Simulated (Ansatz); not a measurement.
**A family of molecules: the atomisation energy (no zero-point term)**

Gas-phase molecules, one atom swapped for its congeners: C3H9N (trimethylamine) `CN(C)C`; C2H9NSi `CN(C)[SiH3]`; C2H9GeN `C[N](C)[GeH3]`. All are singlets with charge 0.

Shapes, held fixed at every level: PBE0-D4/def2-TZVP. Programs: Ansatz 0.2.0. Values in eV.

```csv
level,C3H9N,C2H9GeN
HF/def2-SVP,37.58,33.52
B3LYP-D4/def2-TZVPP,50.56,45.72
wB97M-V/def2-TZVPP,50.52,45.66
wB97X-V/def2-TZVPP,50.48,45.87
B2PLYP/def2-TZVPP,49.94,45.17
CCSD(T)/def2-TZVPP,49.18,44.73
```

Estimate the column for C2H9NSi from its neighbours.

The mean of the neighbours at CCSD(T)/def2-TZVPP is 46.95 eV, against 46.18 from the run: the member lies nearer Ge. All rows: HF/def2-SVP 35.22; B3LYP-D4/def2-TZVPP 47.50; wB97M-V/def2-TZVPP 47.47; wB97X-V/def2-TZVPP 47.55; B2PLYP/def2-TZVPP 46.87; CCSD(T)/def2-TZVPP 46.18 eV. At CCSD(T)/def2-TZVPP the atomisation energy falls at every step, from 49.18 to 44.73 eV. Every level shows the same order. Relativity is left out for Ge. Outer-core shells of Ge are correlated in most correlated rows, in sets that cover them unevenly. Spin-orbit coupling, which grows down the group, is left out (summed over each molecule's free atoms 0.01, 0.03, 0.13 eV). Coupled cluster in double- or triple-zeta sets underbinds by a few per cent against its basis-set limit.

The atomisation energy falls from carbon to silicon to germanium, and at every level the larger drop comes at the first step. The main cause is probably the three hydrogen bonds of the substituted group: the valence orbitals of silicon and germanium are more diffuse than those of carbon and overlap less well with hydrogen 1s. Carbon stands apart because its 2p shell has no inner p shell beneath it and is therefore compact. Between silicon and germanium the change is milder, as the filled 3d shell of germanium screens the nucleus poorly and keeps its valence shell contracted. A mean of the two neighbours therefore overestimates the silicon member.

Hartree–Fock keeps the order but binds far too weakly, largely because it lacks the correlation energy gained when electrons pair into bonds. The totals don't rank the bonds to nitrogen: the Si–N bond is normally stronger than C–N, helped by its polarity, and such a gain would be hidden beneath the loss in the bonds to hydrogen.
